\paragraph{1. Premises and conventions.}
One guided mode of one polarisation has propagation constant $\beta(\omega)$. The grating has period $\Lambda$; $\beta_B=\pi/\Lambda$, and $\omega_B$ is defined by $\beta(\omega_B)=\beta_B$. The field is the real part of $U e^{-i\omega_B t}$ with $U=Fe^{i\beta_Bz}+Be^{-i\beta_Bz}$, and $|F|^2$, $|B|^2$ are in watts. Four premises enter. (i) The effective index changes by $\Delta n=n_1\cos 2\beta_Bz+(n_2/A_{\rm eff})|U|^2$, with a local, instantaneous Kerr term and $n_2>0$. (ii) $\Delta n$ is small against the index. (iii) Over the band in use, $\delta(\omega)\equiv\beta(\omega)-\beta_B=(\omega-\omega_B)/v_g$, with $v_g=c/n$ the group velocity of the bare fibre. (iv) There is no loss. Comment 9 gives the size of what they drop.

\paragraph{2. Where the factor 2 comes from.}
In $U''+[\beta(\omega)+k_0\Delta n]^2U=0$, $k_0=2\pi/\lambda$, the squared bracket is $\beta_B^2+2\beta_B(\delta+k_0\Delta n)$ to first order. The terms $F''$ and $B''$ are smaller than $2\beta_BF'$ and $2\beta_BB'$ by the ratio of an envelope wave number to $\beta_B$ and are dropped. The cosine carries $B$ into the $e^{i\beta_Bz}$ component with weight $n_1/2$. In $|U|^2U$ the interference term $FB^*e^{2i\beta_Bz}$ is a light-written grating that scatters $B$ into $F$, so the $e^{i\beta_Bz}$ component is $(|F|^2+|B|^2)F+FB^*B=(|F|^2+2|B|^2)F$. The components at $e^{\pm3i\beta_Bz}$ are mismatched by $2\beta_B$ and are dropped. With $s=v_gt$, a factor $e^{-i\delta s}$ means $\delta\to i\partial_s$, and
\begin{equation}
\begin{aligned}
i(\partial_s+\partial_z)F+\kappa B+\gamma(|F|^2+2|B|^2)F&=0,\\
i(\partial_s-\partial_z)B+\kappa F+\gamma(|B|^2+2|F|^2)B&=0,
\end{aligned}\tag{1}
\end{equation}
with $\kappa=\pi n_1/\lambda>0$ and $\gamma=2\pi n_2/(\lambda A_{\rm eff})$. Multiplying by $F^*$ and $B^*$, taking imaginary parts and adding gives, also for $\kappa(z)$,
\begin{equation}
\partial_s(|F|^2+|B|^2)+\partial_z(|F|^2-|B|^2)=0.\tag{2}
\end{equation}
The sum is $v_g$ times the energy per length. The difference is the net power $P$.

\paragraph{3. Bloch vectors and the sign of $q$.}
With $A=(F,B)^T$, Pauli matrices $\sigma_x,\sigma_z$ and $N(A)$ the two cubic expressions, (1) reads $i\partial_sA+i\sigma_z\partial_zA+\kappa\sigma_xA+\gamma N=0$. For $\gamma=0$ and $A\propto e^{i(qz-\delta s)}$ one has $\delta A=HA$, $H=q\sigma_z-\kappa\sigma_x$, and $H^2=q^2+\kappa^2$ gives $\delta^2=\kappa^2+q^2$. The group velocity in units of $v_g$ is $v=d\delta/dq=q/\delta$. A forward wave has $v>0$, so $q$ carries the sign $\varsigma$ of $\delta$. For a carrier $(q_0,\delta_0)$ outside the stop band,
\begin{equation}
v=\sqrt{1-\kappa^2/\delta_0^2},\quad \delta_0=\varsigma\kappa\Gamma,\quad q_0=\varsigma\kappa\Gamma v,\quad \Gamma=(1-v^2)^{-1/2}.\tag{3}
\end{equation}
With $f=\sqrt{(1+v)/2}$ and $g=\sqrt{(1-v)/2}$ the orthonormal eigenvectors of $H(q_0)$ are $\Phi=(f,-\varsigma g)^T$ for $\delta_0$ and $\Psi=(\varsigma g,f)^T$ for $-\delta_0$; the first row, $(\delta_0-q_0)f=\varsigma\kappa g$, follows from $\Gamma(1-v)f=g$. Since $f^2-g^2=v$ and $2fg=1/\Gamma$,
\begin{equation}
\Phi^T\sigma_z\Phi=v,\qquad \Psi^T\sigma_z\Psi=-v,\qquad \Psi^T\sigma_z\Phi=\kappa/\delta_0.\tag{4}
\end{equation}

\paragraph{4. Eliminating the other branch.}
Write $A=(a\Phi+b\Psi)e^{i(q_0z-\delta_0s)}$, so that $|F|^2+|B|^2=|a|^2+|b|^2$. The carrier leaves $(\delta_0-H)A$, which vanishes on $\Phi$ and is $2\delta_0$ on $\Psi$. Projection with (4) is exact:
\begin{equation}
\begin{aligned}
i\partial_sa+iv\partial_za+i(\kappa/\delta_0)\partial_zb+\gamma\Phi^TN&=0,\\
2\delta_0b+i\partial_sb-iv\partial_zb+i(\kappa/\delta_0)\partial_za+\gamma\Psi^TN&=0.
\end{aligned}\tag{5}
\end{equation}
Let $\sqrt{\gamma/\kappa}\,a$ and $\partial_z/\kappa$ both be of order $\epsilon$, so that dispersion and Kerr terms meet at $\epsilon^3$. A free solution for $b$, oscillating as $e^{2i\delta_0s}$, is light on the other branch and is taken to be absent. Then $b$ is slaved, and at order $\epsilon^2$ only the first and fourth terms of the second line survive:
\begin{equation}
b_2=-\frac{i\kappa}{2\delta_0^2}\,\partial_za.\tag{6}
\end{equation}
This is the change of the Bloch vector across the spectrum of the pulse, and it is the whole source of the grating dispersion. The cubic projections for $A=a\Phi$ are
\begin{equation}
\begin{aligned}
\Phi^TN(\Phi)&=f^4+g^4+4f^2g^2=\frac{1+v^2}{2}+(1-v^2)=\frac{3-v^2}{2},\\
\mu\equiv\Psi^TN(\Phi)&=\varsigma fg\,(g^2-f^2)=-\frac{v\kappa}{2\delta_0}.
\end{aligned}\tag{7}
\end{equation}
The self-phase terms give $(1+v^2)/2$ and the cross-phase terms $1-v^2$. Inserting (6) and (7) in the first line of (5) yields the equation for evolution in time,
\begin{equation}
i(\partial_s+v\partial_z)a+\frac{\kappa^2}{2\delta_0^3}\partial_z^2a+\gamma\frac{3-v^2}{2}|a|^2a=O(\epsilon^4).\tag{8}
\end{equation}
The coefficient $\kappa^2/\delta_0^3$ equals $d^2\delta/dq^2$. Nothing in (8) is singular at $v=0$.

\paragraph{5. From time evolution to distance.}
Pulses are launched and detected at fixed $z$. Put $Z=z$ and $S=s-z/v=v_gT$, with $T=t-z/(vv_g)$. Then $\partial_s=\partial_S$, $\partial_z=\partial_Z-v^{-1}\partial_S$ and $\partial_s+v\partial_z=v\partial_Z$. By (8), $\partial_Z$ is of order $\epsilon^2$, so $\partial_z^2\simeq v^{-2}\partial_S^2$. Division by $v$, with $\delta_0v=q_0$, gives
\begin{equation}
i\frac{\partial a}{\partial Z}-\frac{\beta_2^g}{2}\frac{\partial^2a}{\partial T^2}+\gamma_g|a|^2a=0,\tag{9}
\end{equation}
\begin{equation}
\beta_2^g=-\frac{\kappa^2}{v_g^2q_0^3}=-\frac{\mathrm{sgn}(\delta_0)\,\kappa^2}{v_g^2(\delta_0^2-\kappa^2)^{3/2}},\qquad \gamma_g=\gamma\,\frac{3-v^2}{2v}.\tag{10}
\end{equation}
Differentiating $dq/d\delta=\delta/q$ gives $d^2q/d\delta^2=-\kappa^2/q^3$, which confirms $\beta_2^g=d^2q/d\omega^2$, and once more $\beta_3^g=3\kappa^2\delta_0/(v_g^3q_0^5)>0$. Dispersion is anomalous on the short-wavelength side, $\delta_0>0$, where
\begin{equation}
a=a_0\,\mathrm{sech}(T/T_0)\,e^{iZ/2L_D},\quad L_D=T_0^2/|\beta_2^g|,\quad \gamma_ga_0^2L_D=1\tag{11}
\end{equation}
solves (9). For $\delta_0<0$ and $\gamma>0$ equation (9) has dark solitons and no bright ones.

The normalisation needs care: $|a|^2$ is $|F|^2+|B|^2$, and the net power is $P=v|a|^2$ to leading order by (4). For $\mathcal A=\sqrt v\,a$, $|\mathcal A|^2=P$, the Kerr coefficient in (9) is
\begin{equation}
\gamma_P=\gamma\,\frac{3-v^2}{2v^2}.\tag{12}
\end{equation}
One factor $1/v$ is the longer dwell time per length and the other is the pile-up of energy at fixed throughput. Putting a launched power into $\gamma_g$ understates the nonlinear phase by the factor $v$.

\paragraph{6. The first neglected order.}
At order $\epsilon^3$, with $\partial_s\simeq-v\partial_z$, the second line of (5) gives $b_3=(iv/\delta_0)\partial_zb_2-\gamma\mu|a|^2a/(2\delta_0)$. The vector $N$ is the gradient, with respect to $F^*$ and $B^*$, of $W=\frac12(|F|^4+|B|^4)+2|F|^2|B|^2$. The part of $W$ linear in $b$ is $\mu|a|^2(ab^*+a^*b)$, and its derivative in $a^*$ adds $\mu(2|a|^2b_2+a^2b_2^*)$ to $\Phi^TN$. With subscripts for derivatives, this term carries $-2i|a|^2a_z+ia^2a^*_z$ and the cubic part of $\partial_zb_3$ carries $-2i|a|^2a_z-ia^2a^*_z$, both times $\gamma\mu\kappa/(2\delta_0^2)$. The $a^*_z$ pieces cancel, and the left side of (8) gains
\begin{equation}
\frac{iv\kappa^2}{2\delta_0^4}\,a_{zzz}+\frac{i\gamma v\kappa^2}{\delta_0^3}\,|a|^2a_z.\tag{13}
\end{equation}
The change of variables adds the cross term of $\partial_z^2$, which after division by $v$ is $-\kappa^2\delta_0^{-3}v^{-2}\partial_S\partial_Za$; here $\partial_Za$ is taken from (9). The two third-derivative pieces sum to $-i\kappa^2[v^2+(1-v^2)]a_{SSS}/(2\delta_0^4v^5)$ for either sign of $\delta_0$, which is the $\beta_3^g$ term, and the right side of (9) becomes
\begin{equation}
\frac{i\beta_3^g}{6}a_{TTT}+\frac{i\kappa^2}{v_g\delta_0^3v^2}\Big[\gamma_g\,\partial_T(|a|^2a)+\gamma v|a|^2a_T\Big].\tag{14}
\end{equation}
For a continuous wave the second term of (14) amounts to the shift of $\gamma_g$ with detuning, $d\gamma_g/d\delta=-\kappa^2(\gamma_g+\gamma v)/(\delta^3v^2)$. Define $\theta$ by the spatial width $vv_gT_0=1/(\kappa\Gamma\theta)$. Replacing each derivative by the inverse width, the terms of (13) stand to their partners in (8) as $v\theta$ and $2v\theta(1-v^2)/(3-v^2)$. In (14) the ratios are $\beta_3^g/(3|\beta_2^g|T_0)=\theta/v$ and, for the first bracket term, $\theta(1-v^2)/v$. Equation (8) therefore needs $\theta\ll1$ and equation (9) needs $\theta\ll v$. The reason is the branch point of $q(\delta)$ at the band edge, a distance $\kappa(\Gamma-1)\simeq\kappa v^2/2$ from the carrier, against a bandwidth $1/(v_gT_0)=\kappa\Gamma\theta v$.

\paragraph{7. The exact soliton and its weak-field limit.}
The solitary wave of Aceves and Wabnitz (1989) follows from (1) by a boost. Let $\xi=\kappa\Gamma(z-vs)$, $\tau=\kappa\Gamma(s-vz)$, $r=\sqrt{(1-v)/(1+v)}=\Gamma(1-v)$, where $v$ is now the speed of the pulse. Then $\partial_s\pm\partial_z=\kappa r^{\pm1}(\partial_\tau\pm\partial_\xi)$. With $F=\sqrt{\kappa/\gamma r}\,u(\xi)e^{-i\Omega\tau}$ and $B=\sqrt{\kappa r/\gamma}\,w(\xi)e^{-i\Omega\tau}$,
\begin{equation}
\begin{aligned}
\Omega u+iu'+w+(r^{-2}|u|^2+2|w|^2)u&=0,\\
\Omega w-iw'+u+(r^2|w|^2+2|u|^2)w&=0.
\end{aligned}\tag{15}
\end{equation}
These give $(|u|^2-|w|^2)'=0$, so a localised pulse has $|u|^2=|w|^2=\rho$ and $|B|^2/|F|^2=r^2=g^2/f^2$, the ratio of the Bloch vector, at any amplitude. Set $u=\sqrt\rho\,e^{i(\eta+\phi/2)}$, $w=-\sqrt\rho\,e^{i(\eta-\phi/2)}$ and divide the lines by $u$ and $w$. The imaginary part, and the sum and difference of the real parts, are
\begin{equation}
\rho'=-2\rho\sin\phi,\quad \phi'=2(\Omega-\cos\phi)+G\rho,\quad 2\eta'=(r^{-2}-r^2)\rho,\tag{16}
\end{equation}
with $G=r^2+r^{-2}+4=2(3-v^2)\Gamma^2$ and $r^{-2}-r^2=4v\Gamma^2$. The quantity $2\rho(\Omega-\cos\phi)+G\rho^2/2$ is constant, since its derivative is $\rho'\phi'+2\rho\sin\phi\,\phi'=0$, and it vanishes in the tails. Hence $G\rho=4(\cos\phi-\Omega)$ and $\phi'=2(\cos\phi-\Omega)$. As $\rho$ is positive and tends to zero, $\cos\phi\to\Omega$, so $\Omega=\cos\theta$ with $0<\theta<\pi$. For $y=\tan(\phi/2)$ the phase equation is $y'=(1-\cos\theta)-(1+\cos\theta)y^2$, and
\begin{equation}
\tan\frac\phi2=\tan\frac\theta2\,\tanh(\xi\sin\theta),\qquad \eta=\frac{2v}{3-v^2}\,\phi .\tag{17}
\end{equation}
From $\cos\phi-\cos\theta=y'/(1+y^2)$ and $r+r^{-1}=2\Gamma$,
\begin{equation}
|F|^2+|B|^2=\frac{4\kappa}{\gamma\Gamma(3-v^2)}\,\frac{\sin^2\theta}{\cosh(2\xi\sin\theta)+\cos\theta}.\tag{18}
\end{equation}
The factor $3-v^2$ of (7) thus holds at all amplitudes. With $x=\xi\sin\theta$ the denominator is $2\cosh^2x-2\sin^2(\theta/2)$, so for $\theta\to0$ the profile is $a_0^2\,\mathrm{sech}^2(\theta\xi)$ up to relative order $\theta^2$, with
\begin{equation}
a_0^2=\frac{2\kappa\theta^2}{\gamma\Gamma(3-v^2)},\qquad T_0=\frac{1}{\kappa\Gamma\theta vv_g},\qquad L_D=\frac{\Gamma v}{\kappa\theta^2}.\tag{19}
\end{equation}
The width is that of comment 6, $L_D$ follows from (10), and $\gamma_ga_0^2L_D=1$ as (11) requires. The carrier is $e^{-i\tau\cos\theta}\simeq e^{i(q_0z-\delta_0s)}e^{i\theta^2\tau/2}$ with $\varsigma=+1$. Since $s-vz=S+Z/(\Gamma^2v)$, the last factor is $e^{iZ/2L_D}e^{i\kappa\Gamma\theta^2S/2}$. The first part is the phase of (11); the second changes by $\theta/2v$ over $T_0$ and belongs to order (14).

The next order agrees as well. From (17), $\phi\simeq\theta\tanh\theta\xi$. The projection of the exact fields on $\Psi$ is $b\simeq i\phi a/(2\Gamma)$, which is (6). The projection on $\Phi$ has the phase $\chi=\eta+v\phi/2$, of gradient $\chi_z=\kappa\Gamma\theta^2v(7-v^2)\,\mathrm{sech}^2(\theta\xi)/[2(3-v^2)]$. Inserting $a=Re^{i\chi}$, $R=a_0\,\mathrm{sech}\,\theta\xi$, in (8) with (13), multiplying the imaginary part by $R$ and integrating once gives for the $\mathrm{sech}^2$ part of $\chi_z$ the coefficient $\kappa\Gamma\theta^2v[\frac32-(1-v^2)/(3-v^2)]$, the same expression.

The tails oscillate at detuning $\kappa\Gamma\cos\theta$, which lies inside the stop band only if $\Gamma|\cos\theta|<1$, that is $\sin\theta>v$. The limit $\theta\ll v$ of (9) is a Bragg soliton outside the stop band; weak moving pulses inside it, $v<\theta\ll1$, are covered by (8) alone. The linear formula (3), evaluated at the tail detuning, returns $v_{\rm lin}^2=(v^2-\sin^2\theta)/\cos^2\theta$, so the link between speed and detuning is corrected at relative order $\theta^2/v^2$, while the intensity profile at given speed is corrected only at order $\theta^2$. The end $\theta\to\pi$ on the long-wavelength side has large amplitude and is no limit of (9).

\paragraph{8. What apodisation changes.}
Let $\kappa=\kappa(z)$ at constant mean index, so that $\delta_0$ is fixed and $v(z)$ follows (3). The carrier phase becomes $\int q_0\,dz$, and the projection gains $ia\,\Phi^T\sigma_z\Phi'=iav'/2$ by (4). Since $va_Z+v'a/2=\sqrt v\,\partial_Z(\sqrt v\,a)$, the amplitude $\mathcal A$ obeys (9) with local $\beta_2^g(z)$ and $\gamma_P(z)$ and $T=t-\int dz/(vv_g)$, as the conservation of $\int P\,dt$ in (2) demands.

This ignores reflection into the Bloch wave at $-q_0$. For $\delta_0>0$ the two linear waves of unit net power are $\Phi_+=(\cosh\varphi,-\sinh\varphi)^T$ and $\Phi_-=(-\sinh\varphi,\cosh\varphi)^T$, with $\tanh\varphi=r$, $\tanh2\varphi=\kappa/\delta_0$ and $v=\mathrm{sech}\,2\varphi$. As $\Phi_\pm'=-\varphi'\Phi_\mp$, their amplitudes obey $c_\pm'=\pm iq_0c_\pm+\varphi'c_\mp$. An abrupt entry into a long grating reflects the power fraction $r^2=(1-v)/(1+v)$. For a smooth entry the reflected amplitude is, to first order, $|\int\varphi'e^{2i\int q_0dz}dz|$, and it is small if
\begin{equation}
\zeta\equiv\frac{\varphi'}{2q_0}=\frac{\kappa'}{4\delta_0^2v^3}\ll1.\tag{20}
\end{equation}
The factor $v^{-3}$ puts the demand at the slow end of the taper. For constant $\zeta$ the integral is $\zeta|\int e^{i\psi}d\psi|\le2\zeta$, and $\cosh2\varphi\,d\varphi=2\zeta\delta_0dz$ integrates to $\sinh2\varphi=4\zeta\delta_0z\equiv X$. The profile is $\kappa(z)=\delta_0X/\sqrt{1+X^2}$, and it ends at $X_0=\kappa/q_0=1/(\Gamma v)$, at length $L_t=1/(4\zeta\kappa\Gamma^2v)$. Along it $\kappa^2/q_0^3=X^2\sqrt{1+X^2}/\delta_0$. If the dispersion summed over the taper is small on the scale of $L_D$, the pulse keeps its duration and net power, and the launched pulse is matched to the soliton by $\gamma_PPL_D=1$.

\paragraph{9. Range of validity.}
The coupled-mode step needs $\kappa\Gamma\ll\beta_B$, fibre dispersion far below $|\beta_2^g|$, one polarisation, and a Kerr response fast on the scale $T_0$. Equation (8) needs $\theta\ll1$, which by (19) is $\gamma a_0^2\ll\kappa/\Gamma$. Equations (9) to (12) need $\theta\ll v$; they fail at the band edge, where $\beta_2^g$ and $\gamma_g$ diverge. The same holds for the shorter features of higher-order solitons, with their own $T_0$. A power loss $\alpha$ per length adds $i\alpha A/2$ to (1) and $i\alpha a/2v$ to (9), so $\alpha L_D/v\ll1$ is required. The taper must satisfy (20), and the mean index must be uniform to well below $(\delta_0-\kappa)/k_0$.

\paragraph{10. Numbers for a silica fibre grating at $v=0.2$.}
Typical inputs: $\lambda=1064$ nm, $n=1.45$ for both phase and group index, $n_2=2.6\times10^{-20}$ m$^2$/W, $A_{\rm eff}=30\ \mu$m$^2$. They give $\gamma=5.12$ W$^{-1}$km$^{-1}$, carried on in this rounded form. Assumed design: $\kappa=20$ cm$^{-1}$, hence $n_1=6.8\times10^{-4}$ and $\kappa/\beta_B=2.3\times10^{-4}$; $\theta=0.04$; $\zeta=0.05$.

The carrier has $\delta_0=20.41$ cm$^{-1}$ and $q_0=4.08$ cm$^{-1}$. It lies 67.2 GHz above the Bragg frequency (0.254 nm to the short side) and 0.412 cm$^{-1}$, or 1.36 GHz, outside the edge. Equations (10) and (12) give $\beta_2^g=-1.38\times10^4$ ps$^2$/cm, $\gamma_g=7.4\gamma=37.9$ W$^{-1}$km$^{-1}$ and $\gamma_P=37\gamma=189$ W$^{-1}$km$^{-1}$. By (19) the spatial width is 1.22 cm, $T_0=296$ ps, the intensity FWHM is 522 ps and $L_D=6.38$ cm. The peak has $a_0^2=414$ W, made of 248 W forward and 166 W backward, so the model's launched peak power is 83 W and its energy $2PT_0$ is 49 nJ.

The exact peak from (18) at this $\theta$ and $v$ is lower by the fraction $1.3\times10^{-4}$. The terms of (14) are much larger, $\theta/v=0.20$ and $\theta(1-v^2)/v=0.19$. On the soliton they act on phase and speed: the phase $\eta+\phi/2$ of $F$ swings by $\theta[1+4v/(3-v^2)]=0.051$ rad, and $v_{\rm lin}=0.196$ at the tail detuning. For a pulse not matched to the soliton, (9) carries these terms at full size, and two figures are the most that it supports. The energy spectrum of (11), $\mathrm{sech}^2(\pi\Delta\omega T_0/2)$, meets the edge at $|\Delta\omega|T_0=2.53$ and has the fraction $3.6\times10^{-4}$ beyond it.

An abrupt entry would reflect 0.67 of the power. The taper of constant $\zeta$ is 1.20 cm long and reflects at most 0.01 at the carrier to first order; a linear ramp of $\kappa$ over the same length ends at $\zeta=1.25$ and violates (20). The dispersion summed over the taper equals that of 0.31 cm of the uniform section, or $0.048L_D$. A typical fibre dispersion of 20 ps$^2$/km is smaller than $|\beta_2^g|$ by $7\times10^7$. An assumed grating loss of 1 dB/m gives $\alpha L_D/v=0.073$. The index tolerance $(\delta_0-\kappa)/k_0$ is $7.0\times10^{-6}$. A typical Brillouin shift of 16 GHz puts the Stokes line 51 GHz above the Bragg frequency, inside the stop band of half-width 65.8 GHz, where it cannot propagate linearly.

Solitons slowed to about this speed in silica gratings typically take launched peak powers of the order of a kilowatt, so the model's 83 W lies roughly an order of magnitude below common practice. Within the model, $P\propto\kappa\theta^2$: at the gap boundary $\sin\theta=v$, equation (18) gives a net peak power of 2.1 kW, and launching near or inside the gap also reflects part of the input. The small $\theta$ that (9) requires is paid for with a uniform section several $L_D$ long.

A silicon nitride waveguide grating near 1550 nm obeys the same formulas. With typical $\gamma=1.0$ W$^{-1}$m$^{-1}$, group index 2.1 and loss 0.1 dB/cm, an assumed $\kappa=200$ cm$^{-1}$, and the same $v$ and $\theta$, the model has $T_0=43$ ps, $L_D=6.4$ mm, $P=4.2$ W and $\alpha L_D/v=0.073$. In such a high-contrast guide the longitudinal field components can move the cross-phase factor away from 2; for a factor $p$ the coefficient in (7) becomes $[1+v^2+p(1-v^2)]/2$.